\section*{Bound volume and surface charge of a polarised body}

\subsection*{1. Conventions and premises}

SI units. Field point $\mathbf r$, source point $\mathbf r'$, $\nabla'$ acts on $\mathbf r'$, and $g(\mathbf r,\mathbf r')=1/|\mathbf r-\mathbf r'|$. A dipole moment points from negative to positive charge. The normal $\mathbf n$ points out of the body. Potentials vanish at infinity. Repeated indices are summed.

\begin{itemize}
\item[P1] Coulomb's law and superposition: a static charge density $\rho$ gives $\phi=(4\pi\varepsilon_0)^{-1}\int\rho\,g\,d^3r'$ and $\mathbf E=-\nabla\phi$. Hence $\varepsilon_0\nabla\cdot\mathbf E=\rho$ and $\nabla\times\mathbf E=0$.
\item[P2] The charge is split in two. Bound charge is what has been grouped into neutral units of size $\ell$. Free charge is the rest.
\item[P3] Macroscopic quantities are averages with a smooth weight $w$, $\int w\,d^3u=1$, of width $\lambda$, with $\ell\ll\lambda\ll L$, where $L$ is the length on which the averages vary.
\item[P4] The body fills a bounded region $V$ with piecewise smooth boundary $S$. The polarisation $\mathbf P$ is twice continuously differentiable inside $V$, it and its first derivatives are continuous up to $S$, and $\mathbf P=0$ outside.
\end{itemize}
No relation between $\mathbf P$ and $\mathbf E$ is used before Section 6. Sections 2 to 5 hold for induced and for permanent polarisation alike.

\subsection*{2. Potential of a dipole density}

Unit $n$ sits at $\mathbf R_n$ and carries charges $q_a$ at $\mathbf R_n+\mathbf s_a$, $|\mathbf s_a|\lesssim\ell$. Averaging replaces each point charge by the cloud $q_a w(\mathbf r'-\mathbf R_n-\mathbf s_a)$. Averaging is a convolution and commutes with derivatives, so P1 holds for the averaged quantities:
\begin{equation}
\phi_n(\mathbf r)=\frac{1}{4\pi\varepsilon_0}\sum_a q_a W(\mathbf R_n+\mathbf s_a),\qquad W(\mathbf X)=\int w(\mathbf u)\,g(\mathbf r,\mathbf X+\mathbf u)\,d^3u .
\end{equation}
$W$ is smooth in $\mathbf X$ on the scale $\lambda\gg\ell$, also when $\mathbf r$ lies inside matter, so it may be expanded in $\mathbf s_a$:
\begin{equation}
\sum_a q_aW(\mathbf R_n+\mathbf s_a)=W\sum_a q_a+\mathbf p_n\cdot\nabla_X W+Q^{(n)}_{ij}\partial_i\partial_jW+\dots,
\label{taylor}
\end{equation}
with $\mathbf p_n=\sum_a q_a\mathbf s_a$ and $Q^{(n)}_{ij}=\tfrac12\sum_a q_as_{ai}s_{aj}$. The first term vanishes by neutrality, which also makes $\mathbf p_n$ independent of the choice of $\mathbf R_n$. In the second term differentiate under the integral. This is allowed because
\begin{equation}
\nabla' g=\frac{\mathbf r-\mathbf r'}{|\mathbf r-\mathbf r'|^3}
\label{grad}
\end{equation}
has modulus $|\mathbf r-\mathbf r'|^{-2}$, integrable in three dimensions. So $\nabla_XW=\int w(\mathbf r'-\mathbf R_n)\nabla'g\,d^3r'$. Define the dipole density $\mathbf P(\mathbf r')=\sum_n\mathbf p_n w(\mathbf r'-\mathbf R_n)$, unit C\,m$^{-2}$, and sum over $n$:
\begin{equation}
\phi_P(\mathbf r)=\frac{1}{4\pi\varepsilon_0}\int_V\mathbf P(\mathbf r')\cdot\nabla'g\,d^3r' .
\label{dip}
\end{equation}
The third term of \eqref{taylor} comes from the second-order term of the cloud, $\tfrac12 s_{ai}s_{aj}\partial'_i\partial'_jw$. It is the potential of the charge density $\partial_i\partial_jQ_{ij}$ with $Q_{ij}=\sum_nQ^{(n)}_{ij}w(\mathbf r'-\mathbf R_n)$. It is dropped here and sized in Section 7.

\subsection*{3. The bound charges}

\textbf{Basic identity.} For any $f$ continuously differentiable on $V$ and $S$, the product rule gives $\mathbf P\cdot\nabla f=\nabla\cdot(f\mathbf P)-f\nabla\cdot\mathbf P$. By P4 the divergence theorem applies to $f\mathbf P$:
\begin{equation}
\int_V\mathbf P\cdot\nabla f\,d^3r=\int_V f\rho_b\,d^3r+\oint_S f\sigma_b\,dS,
\label{master}
\end{equation}
\begin{equation}
\rho_b=-\nabla\cdot\mathbf P\quad\text{in }V,\qquad\sigma_b=\mathbf P\cdot\mathbf n\quad\text{on }S,
\label{def}
\end{equation}
where $\mathbf P$ on $S$ is the limit from inside. All results below are choices of $f$.

\textbf{Field point outside.} $f(\mathbf r')=g(\mathbf r,\mathbf r')$ is smooth on $V$. The left side of \eqref{master} is $4\pi\varepsilon_0\phi_P$, so
\begin{equation}
\phi_P(\mathbf r)=\frac{1}{4\pi\varepsilon_0}\int_V\frac{\rho_b(\mathbf r')}{|\mathbf r-\mathbf r'|}d^3r'+\frac{1}{4\pi\varepsilon_0}\oint_S\frac{\sigma_b(\mathbf r')}{|\mathbf r-\mathbf r'|}dS' .
\label{main}
\end{equation}

\textbf{Field point inside.} Now $g$ is singular at $\mathbf r'=\mathbf r$. Remove a ball $B_\delta$ of radius $\delta$ about $\mathbf r$ and apply \eqref{master} to $V\setminus B_\delta$. Its boundary is $S$ plus the sphere $S_\delta$, on which $g=1/\delta$. With $M_0=\max|\mathbf P|$ and $M_1=\max|\nabla\cdot\mathbf P|$, the extra surface term and the two omitted volume pieces obey
\begin{align}
\Big|\oint_{S_\delta}g\,\mathbf P\cdot\mathbf n\,dS'\Big|&\le\frac{M_0}{\delta}4\pi\delta^2=4\pi M_0\delta,\\
\Big|\int_{B_\delta}\mathbf P\cdot\nabla'g\,d^3r'\Big|&\le M_0\int_0^\delta\frac{4\pi s^2}{s^2}ds=4\pi M_0\delta,\\
\Big|\int_{B_\delta}\rho_b\,g\,d^3r'\Big|&\le M_1\int_0^\delta\frac{4\pi s^2}{s}ds=2\pi M_1\delta^2 .
\end{align}
All vanish as $\delta\to0$, so \eqref{main} holds inside. Both sides of \eqref{main} are continuous in $\mathbf r$, since the kernels are integrable and the densities bounded, so it also holds on $S$. By P1, \eqref{main} is the Coulomb potential of the charges \eqref{def}, and its gradient is their field.

\textbf{Meaning of $\sigma_b$.} The averaged $\mathbf P$ really falls to zero across a layer of width about $\lambda$. With $\nu$ the outward coordinate, the charge per area in the layer is $-\int\partial_\nu P_\nu\,d\nu=\mathbf P\cdot\mathbf n$, plus tangential derivatives that contribute at relative order $\lambda/L$. So $\sigma_b$ is $-\nabla\cdot\mathbf P$ compressed into the layer, and the single formula $\rho_b=-\nabla\cdot\mathbf P$, read as a distribution over all space, contains both parts. For two polarised media in contact, apply \eqref{master} to each and add. With $\mathbf n_{12}$ pointing from 1 to 2, $\sigma_b=(\mathbf P_1-\mathbf P_2)\cdot\mathbf n_{12}$.

\textbf{Caution on the field.} Take $\mathbf E$ from \eqref{main}. Differentiating \eqref{dip} under the integral gives a kernel of order $|\mathbf r-\mathbf r'|^{-3}$, which is only conditionally convergent, and an excised ball then matters. A ball with uniform $\mathbf P=P\hat{\mathbf z}$ has $\rho_b=0$, $\sigma_b=P\cos\theta$, and at its centre
\begin{equation}
E_z=-\frac{P}{4\pi\varepsilon_0}\oint\cos^2\theta\,d\Omega=-\frac{P}{3\varepsilon_0},
\end{equation}
for any radius, however small.

\subsection*{4. Total charge and total moment}

Put $f=1$ in \eqref{master}. The left side is zero:
\begin{equation}
\int_V\rho_b\,d^3r+\oint_S\sigma_b\,dS=0 .
\label{zero}
\end{equation}
Put $f=x_i$. Then $\mathbf P\cdot\nabla x_i=P_i$:
\begin{equation}
\int_V\mathbf r\,\rho_b\,d^3r+\oint_S\mathbf r\,\sigma_b\,dS=\int_V\mathbf P\,d^3r .
\label{moment}
\end{equation}
A shift of origin changes the left side by the shift times the total \eqref{zero}, that is by nothing. For the uniform ball of radius $R$, $\oint z\sigma_b\,dS=PR^3\oint\cos^2\theta\,d\Omega=\tfrac43\pi R^3P$, as \eqref{moment} demands. Put $f=r^2$:
\begin{equation}
\int_Vr^2\rho_b\,d^3r+\oint_Sr^2\sigma_b\,dS=2\int_V\mathbf r\cdot\mathbf P\,d^3r .
\label{second}
\end{equation}

\textbf{Part of a body.} Let a closed surface $\Sigma$ with outward normal $\mathbf n_\Sigma$ enclose a region $\Omega$ and cut through the body. Apply \eqref{master} with $f=1$ to $V\cap\Omega$, whose boundary is $S\cap\Omega$ plus $\Sigma\cap V$. Since $\mathbf P=0$ on the rest of $\Sigma$,
\begin{equation}
Q_b(\Omega)=\int_{V\cap\Omega}\rho_b\,d^3r+\int_{S\cap\Omega}\sigma_b\,dS=-\oint_\Sigma\mathbf P\cdot\mathbf n_\Sigma\,dS .
\label{part}
\end{equation}

\subsection*{5. The displacement field}

Add free charge $\rho_f,\sigma_f$. By superposition and \eqref{main}, $\mathbf E$ is the Coulomb field of $\rho_f+\rho_b$ and $\sigma_f+\sigma_b$. Gauss's law from P1 and \eqref{part} give $\varepsilon_0\oint_\Sigma\mathbf E\cdot\mathbf n_\Sigma\,dS=Q_f(\Omega)-\oint_\Sigma\mathbf P\cdot\mathbf n_\Sigma\,dS$. Define $\mathbf D=\varepsilon_0\mathbf E+\mathbf P$:
\begin{equation}
\oint_\Sigma\mathbf D\cdot\mathbf n_\Sigma\,dS=Q_f(\Omega).
\label{gaussD}
\end{equation}
Shrink $\Omega$ to a point where the fields are smooth, or flatten it to a pillbox across an interface:
\begin{equation}
\nabla\cdot(\varepsilon_0\mathbf E+\mathbf P)=\rho_f,\qquad\mathbf n_{12}\cdot(\mathbf D_2-\mathbf D_1)=\sigma_f ,
\label{divD}
\end{equation}
while $\varepsilon_0\mathbf n_{12}\cdot(\mathbf E_2-\mathbf E_1)=\sigma_f+\sigma_b$. From $\nabla\times\mathbf E=0$ follows $\nabla\times\mathbf D=\nabla\times\mathbf P$, and $\mathbf n_{12}\times(\mathbf D_2-\mathbf D_1)=\mathbf n_{12}\times(\mathbf P_2-\mathbf P_1)$ at an interface. So $\rho_f$ fixes the divergence of $\mathbf D$ only. It fixes $\mathbf D$ itself only where these curl sources vanish.

\subsection*{6. Point charge at the centre of a dielectric sphere}

\textbf{Constitutive premise.} Linear, isotropic, local, non-conducting medium: $\mathbf P=\varepsilon_0(\varepsilon_r-1)\mathbf E$, so $\mathbf D=\varepsilon_0\varepsilon_r\mathbf E$ and $\mathbf P=\kappa\mathbf D$ with $\kappa=1-1/\varepsilon_r$. Take the divergence, with $\nabla\kappa=\nabla\varepsilon_r/\varepsilon_r^2$ and \eqref{divD}:
\begin{equation}
\rho_b=-\kappa\rho_f-\varepsilon_0\mathbf E\cdot\nabla\ln\varepsilon_r .
\label{linear}
\end{equation}
In a homogeneous medium, bound volume charge sits only where free charge sits.

\textbf{Geometry.} Sphere of radius $R$ in vacuum, uniform $\varepsilon_r$, free charge $q$ at the centre. A point charge in contact with the medium would make $\mathbf P$ unbounded, against P4. So place $q$ first in an empty concentric cavity of radius $a$. The body is the shell $a<r<R$.

\textbf{Fields.} Try radial fields. A radial field depending on $r$ alone has no curl and no tangential part, and \eqref{gaussD} on a sphere of radius $r$ gives $4\pi r^2D=q$. All conditions are met. The solution is unique: the difference $\psi$ of two potentials obeys $\nabla\cdot(\varepsilon_r\nabla\psi)=0$ with continuous $\psi$ and normal flux, and decays at infinity, so partial integration gives $\int\varepsilon_r|\nabla\psi|^2d^3r=0$. Thus
\begin{equation}
D=\frac{q}{4\pi r^2},\qquad E=\frac{q}{4\pi\varepsilon_0\varepsilon_rr^2},\quad P=\frac{\kappa q}{4\pi r^2}\quad(a<r<R),
\label{fields}
\end{equation}
and $E=q/(4\pi\varepsilon_0r^2)$, $P=0$ in the cavity and outside.

\textbf{Bound charge.} In the shell $\rho_b=-r^{-2}\partial_r(r^2P)=0$. The outward normal is $+\hat{\mathbf r}$ at $R$ and $-\hat{\mathbf r}$ at $a$:
\begin{equation}
\sigma_b(R)=\frac{\kappa q}{4\pi R^2},\qquad\sigma_b(a)=-\frac{\kappa q}{4\pi a^2}.
\end{equation}
The totals are $+\kappa q$ and $-\kappa q$, which verifies \eqref{zero}. Both sides of \eqref{moment} vanish by symmetry. Relation \eqref{second} is a sharper test: the left side is $\kappa q(R^2-a^2)$, and the right side is $2\int_a^R rP\,4\pi r^2dr=2\kappa q\int_a^Rr\,dr=\kappa q(R^2-a^2)$.

\textbf{Direct dipole integral.} Evaluate \eqref{dip} without bound charges. Here $\mathbf P\cdot\nabla'g=P(r')\,\partial g/\partial r'$. With $t$ the cosine of the angle between $\mathbf r$ and $\mathbf r'$,
\begin{equation}
\oint g\,d\Omega'=2\pi\int_{-1}^1\frac{dt}{\sqrt{r^2+r'^2-2rr't}}=2\pi\frac{r+r'-|r-r'|}{rr'}=\frac{4\pi}{\max(r,r')} .
\label{angle}
\end{equation}
Its $r'$ derivative is $0$ for $r'<r$ and $-4\pi/r'^2$ for $r'>r$. Hence for $a\le r\le R$
\begin{equation}
\phi_P(r)=-\frac{1}{\varepsilon_0}\int_r^RP\,dr'=-\frac{\kappa q}{4\pi\varepsilon_0}\Big(\frac1r-\frac1R\Big),
\label{phiP}
\end{equation}
with $\phi_P=0$ for $r>R$ and $\phi_P=\phi_P(a)$ in the cavity. From the bound charges, \eqref{angle} gives $-\kappa q/(4\pi\varepsilon_0r)$ for the inner shell and $+\kappa q/(4\pi\varepsilon_0R)$ for the outer one. The sum is \eqref{phiP}. Adding the bare potential of $q$,
\begin{equation}
\phi(r)=\frac{q}{4\pi\varepsilon_0}\Big(\frac{1}{\varepsilon_rr}+\frac{\kappa}{R}\Big)\quad(a\le r\le R),
\label{phi}
\end{equation}
whose negative slope is $E$ of \eqref{fields}. Outside, $\phi=q/(4\pi\varepsilon_0r)$: the sphere does not screen $q$ from the exterior.

\textbf{The core.} Nothing at $r>a$ depends on $a$. By \eqref{part}, any sphere $a<r<R$ encloses bound charge $-4\pi r^2P=-\kappa q$ and net charge $q/\varepsilon_r$. A different core gives the same: spread $q$ uniformly over $r<a$ inside the medium, and \eqref{linear} gives $\rho_b=-3\kappa q/(4\pi a^3)$ there, total $-\kappa q$, with no surface charge at $a$. As $a\to0$,
\begin{equation}
\rho_b=-\kappa q\,\delta^3(\mathbf r).
\end{equation}
The pointwise divergence, zero for all $r>0$, misses this charge. Without it \eqref{zero} and \eqref{main} fail.

\subsection*{7. Range of validity}

\begin{enumerate}
\item Equations \eqref{master} to \eqref{part} are exact for any $\mathbf P$ obeying P4. Jumps of $\mathbf P$ add sheets of charge. An $r^{-2}$ singularity with net flux adds a point charge.
\item \emph{Permanent quadrupole density.} An isotropic solid has $Q_{ij}=Q\delta_{ij}$ even at zero field, with $Q$ the density of $\tfrac16\sum_aq_as_a^2$. The dropped charge is $\nabla^2Q$, and $\nabla^2\phi_Q=-\nabla^2Q/\varepsilon_0$ gives $\phi_Q=-Q/\varepsilon_0$. This is constant in the bulk and zero outside: a potential step across a surface double layer, with no field on either side. The mean inner potential of silica is typically of order 10 V, far above the potentials of Section 8. To leading order the step does not depend on $q$, so \eqref{phi} is the change of potential caused by $q$, not the full interior potential.
\item \emph{Induced quadrupoles and non-local response.} In an isotropic medium a symmetric $Q_{ij}$ cannot be linear in a uniform $E_k$, since the only isotropic third-rank tensor is antisymmetric. The induced part starts at $Q\sim\ell^2\partial P$ and corrects $P_i\to P_i-\partial_jQ_{ij}$ at relative order $(\ell/L)^2$ at most. For \eqref{fields}, $L=|P/P'|=r/2$. With a typical structural length $\ell\approx0.5$ nm for the silica network, $(2\ell/r)^2$ is 1 at $r=1$ nm, 0.04 at 5 nm and 0.0025 at 20 nm. The continuum fails within about a nanometre of $q$ and cannot resolve the outermost atomic layers.
\item \emph{Linearity.} Needed only in Section 6. With a typical breakdown scale of $10^9$ V\,m$^{-1}$ as the limit, $q=e$ and $\varepsilon_r\approx3.8$, \eqref{fields} reaches it at $r=0.6$ nm, where item 3 has already failed.
\item \emph{Time scale.} $\varepsilon_r$ is the static value, electrons plus ions. On times short against lattice vibration periods only the electronic part acts. A typical $\varepsilon_\infty\approx2.1$ for silica gives $\kappa=0.52$. At long times leakage, or ions collected on the surface, add free charge.
\item \emph{Non-uniqueness.} Adding to $\mathbf P$ a field with zero divergence and zero normal part on $S$ leaves \eqref{def} unchanged, so the charges do not fix $\mathbf P$. In ionic and covalent solids the grouping P2 is a choice. Another grouping changes $\mathbf P$ and leaves charged fragments at the surface that count as free. The sum of free and bound charge is unaffected. For an induced change $\Delta\mathbf P$, as in Section 6, the time integral of the bound current density fixes it without any grouping.
\end{enumerate}

\subsection*{8. Numerical illustration}

Inputs: $q=+e$, $R=100$ nm, $a=5$ nm, typical static $\varepsilon_r\approx3.8$ for fused silica. Beside it stands the gate dielectric hafnia with an approximate $\varepsilon_r\approx20$. Then $e/(4\pi\varepsilon_0)=1.44$ V\,nm, the outer area is $4\pi R^2=1.26\times10^5$ nm$^2$, the bare potential at $r=20$ nm is 72.0 mV, and $\phi(R)=14.4$ mV for any $\varepsilon_r$.

\begin{center}
\begin{tabular}{lcc}
\hline
 & silica & hafnia\\
\hline
$\kappa$, bound charge on each surface in $\pm e$ & 0.74 & 0.95\\
$1/\varepsilon_r$, net enclosed charge in $e$ & 0.26 & 0.05\\
$\sigma_b(R)$ in $\mu$C\,m$^{-2}$ & 0.94 & 1.2\\
$\sigma_b(a)$ in mC\,m$^{-2}$ & $-0.38$ & $-0.48$\\
$E$ just outside $R$ in $10^5$ V\,m$^{-1}$ & 1.44 & 1.44\\
$E$ just inside $R$ in $10^5$ V\,m$^{-1}$ & 0.38 & 0.07\\
$\sigma_b(R)/\varepsilon_0$ in $10^5$ V\,m$^{-1}$ & 1.06 & 1.4\\
$\phi_P(20\ \mathrm{nm})$ in mV & $-42$ & $-55$\\
$\phi(20\ \mathrm{nm})$ in mV & 30 & 17\\
\hline
\end{tabular}
\end{center}

For silica the jump of $E$ at $R$, $1.44-0.38$, equals $\sigma_b(R)/\varepsilon_0$, while $D$ is continuous. The 30 mV arises either as $72-42$, bare charge plus dipole integral \eqref{phiP}, or by \eqref{phi} as 19 mV from the screened centre plus 11 mV from the outer bound shell. The largest field in the silica shell, at $a$, is $1.5\times10^7$ V\,m$^{-1}$, a fraction 0.015 of the breakdown scale, so linear response is safe there.

These are the model's numbers, and the typical $\varepsilon_r$ is their only material input. Since $d\kappa=d\varepsilon_r/\varepsilon_r^2$, a change of 0.1 in the silica value moves $\kappa$ by 0.007 and $\phi(20\ \mathrm{nm})$ by 0.4 mV. The permittivity of hafnia depends on phase and is typically between about 16 and 25, which moves $\kappa$ only from 0.94 to 0.96. In the model an elementary charge at the centre of the silica sphere is surrounded by $-0.74\,e$ of bound charge, and $+0.74\,e$ appears on the outer surface.